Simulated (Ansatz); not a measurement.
## Ir: the change of pressure and energy less free atoms with volume scale

Periodic Kohn-Sham DFT of a crystal at fixed atoms, scaled to volume_scale times the given cell; pressure positive in compression, energy less spherical unpolarised free atoms, largest_vzz the field gradient of largest size among the nuclei. The results are calculated, by Ansatz 0.2.0.

The cell before it is scaled or strained (space group Fm-3m, No. 225):
```
Ir
1.0
      0.0000     1.9270     1.9270
      1.9270     0.0000     1.9270
      1.9270     1.9270     0.0000
Ir
1
Direct
  0.00000 0.00000 0.00000
```

Settings of every row: method all-electron LAPW; functional PBE; relativity scalar; k mesh 18x18x18; filling fermi-dirac; smearing width 0.03 eV; basis error target 0.5 meV/atom; nucleus gaussian.

Atom start moment: 0 on all atoms.

Limits: no spin-orbit coupling on heavy atoms.

```
row  volume scale  V (Å³/atom)  pressure (GPa)  energy less free atoms (eV/atom)
  1        0.9405        13.46           31.07                           -9.1465
  2          0.97       13.882          16.757                            -9.209
  3             1        14.31               ?                                 ?
  4          1.03       14.741          -5.615                           -9.2353
  5          1.06        15.17         -14.106                           -9.2085
```

Question: what pressure and energy less free atoms should row 3 give?

Worked fit of pressure. Take u = (V_r/V)^(2/3) − 1 with V_r = 14.311 Å³ an atom, which is twice the finite (Eulerian) strain; such expansions in the strain, on which the Birch-Murnaghan equation of state is built, carry the rest volume and the bulk modulus. The shown rows have u = 0.04172, 0.0205, -0.01954, -0.03812. Least squares give pressure = 4.5712 + 558.819 × u + 1820.18 × u² GPa; a straight line predicts inner rows, each left out in turn, worse (root mean square 1.7 against 0.092 GPa). The rows lie off it by 0.017, -0.035, 0.038, -0.020 (root mean square 0.029 GPa). The pressure vanishes at u = -0.0084, or V = 14.49 Å³ an atom, and there the bulk modulus at fixed shape and fractions is B = −V dP/dV = (2/3)(1 + u) dP/du = 349 GPa. The withheld row has u = 5e-05, so the fit gives 4.5712 + 558.819 × (5e-05) + 1820.18 × (5e-05)² = 4.599 GPa.

The calculation gave 4.567 GPa. The fit lies 0.032 GPa (0.071 % of the column's range) above it; its largest miss of a shown row is 0.038 GPa.

Worked fit of energy less free atoms. Take u = (V_r/V)^(2/3) − 1 with V_r = 14.311 Å³ an atom, which is twice the finite (Eulerian) strain; such expansions in the strain, on which the Birch-Murnaghan equation of state is built, carry the rest volume and the bulk modulus. The shown rows have u = 0.04172, 0.0205, -0.01954, -0.03812. Least squares give energy less free atoms = −9.23717 + 0.64 × u + 36.659 × u² eV/atom; a straight line predicts inner rows, each left out in turn, worse (root mean square 0.034 against 0.00092 eV/atom). The rows lie off it by 0.0002, -0.0004, 0.0004, -0.0002. Its lowest point lies at u = -0.0087, or V = 14.5 Å³ an atom, and the curvature there gives the bulk modulus at fixed shape and fractions, B = (4/9)(1 + u)² E″(u)/V = 354 GPa. The withheld row has u = 5e-05, so the fit gives −9.23717 + 0.64 × (5e-05) + 36.659 × (5e-05)² = -9.2371 eV/atom.

The calculation gave -9.2371 eV/atom. The fit meets it to the printed digit.
